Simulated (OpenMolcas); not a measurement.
# How methods differ on BN (boron nitride)

BN has 2 atoms, charge 0, and is taken as a triplet. SMILES: `B#N`. Geometry: relaxed at GFN2-xTB.

```xyz
2

B     0.0000    0.0000    0.0000
N     0.0000    0.0000    1.2684
```

Quantity: the energy change with the B1–N2 bond stretched from 1.268 to 1.585 Å, in eV. The values are calculated.

```json
{"level": "ROHF/STO-3G", "kind": "Hartree–Fock", "program": "OpenMolcas", "value (eV)": "1.88", "less FCI/STO-3G": "+1.25", "CPU time (all runs)": "4.7 s"}
{"level": "USVWN5/STO-3G", "kind": "LDA", "program": "OpenMolcas", "value (eV)": "0.81", "less FCI/STO-3G": "+0.18", "CPU time (all runs)": "8.4 s"}
{"level": "UPBE/STO-3G", "kind": "GGA", "program": "OpenMolcas", "value (eV)": "0.67", "less FCI/STO-3G": "+0.04", "CPU time (all runs)": "8.5 s"}
{"level": "U-r2SCAN/STO-3G", "kind": "meta-GGA", "program": "OpenMolcas", "value (eV)": "0.91", "less FCI/STO-3G": "+0.28", "CPU time (all runs)": "11 s"}
{"level": "UM06-2X/STO-3G", "kind": "hybrid meta-GGA", "program": "OpenMolcas", "value (eV)": "1.25", "less FCI/STO-3G": "+0.62", "CPU time (all runs)": "11 s"}
{"level": "CASPT2(4,4)/STO-3G", "kind": "multireference", "program": "OpenMolcas", "value (eV)": "1.13", "less FCI/STO-3G": "+0.50", "CPU time (all runs)": "2.9 s"}
{"level": "CASSCF(4,4)/STO-3G", "kind": "multireference", "program": "OpenMolcas", "value (eV)": "0.92", "less FCI/STO-3G": "+0.29", "CPU time (all runs)": "3 s"}
{"level": "SC-NEVPT2(4,4)/STO-3G", "kind": "multireference", "program": "OpenMolcas", "value (eV)": "1.24", "less FCI/STO-3G": "+0.61", "CPU time (all runs)": "2.9 s"}
{"level": "ROCCSD(T)/STO-3G", "kind": "coupled cluster or CI", "program": "OpenMolcas", "value (eV)": "0.66", "less FCI/STO-3G": "+0.03", "CPU time (all runs)": "5.1 s"}
{"level": "FCI/STO-3G", "kind": "exact in the basis", "program": "OpenMolcas", "value (eV)": "0.63", "less FCI/STO-3G": "0.00", "CPU time (all runs)": "3.5 s"}
```

FCI/STO-3G is exact within its basis and frozen core, so for wave-function methods in that basis the difference is their error; functionals converge differently with the basis, so for them it is only a difference. The first shape isn't each level's own minimum. The values span 0.63 to 1.88 eV. All rows use very small basis sets, so even the best lies far from the true value. CPU times are rough (shared hosts, several kinds of processor): they show what a rung costs within a factor of a few.

Every approximate level makes the stretch costlier than FCI does, and ROHF is the extreme case at 1.88 eV against 0.63 eV. As the B–N bond lengthens, orbital overlap falls and the bonding and antibonding levels draw together, so configurations that a single determinant omits gain weight and lower the energy most at the long distance. CASSCF(4,4) recovers much of this effect, but both second-order corrections move the result away from FCI, to 1.13 and 1.24 eV. A minimal basis has hardly any virtual orbitals beyond the valence antibonding ones, so what is left outside the active space is largely valence correlation, which second order probably treats unevenly along the stretch.

ROCCSD(T) lies only 0.03 eV above FCI, which suggests that the triplet is still dominated by one configuration over this range. The multireference label alone therefore doesn't guarantee a better result here. That success can't be carried over to the singlet, whose near-degeneracy is a much harder test for coupled cluster.
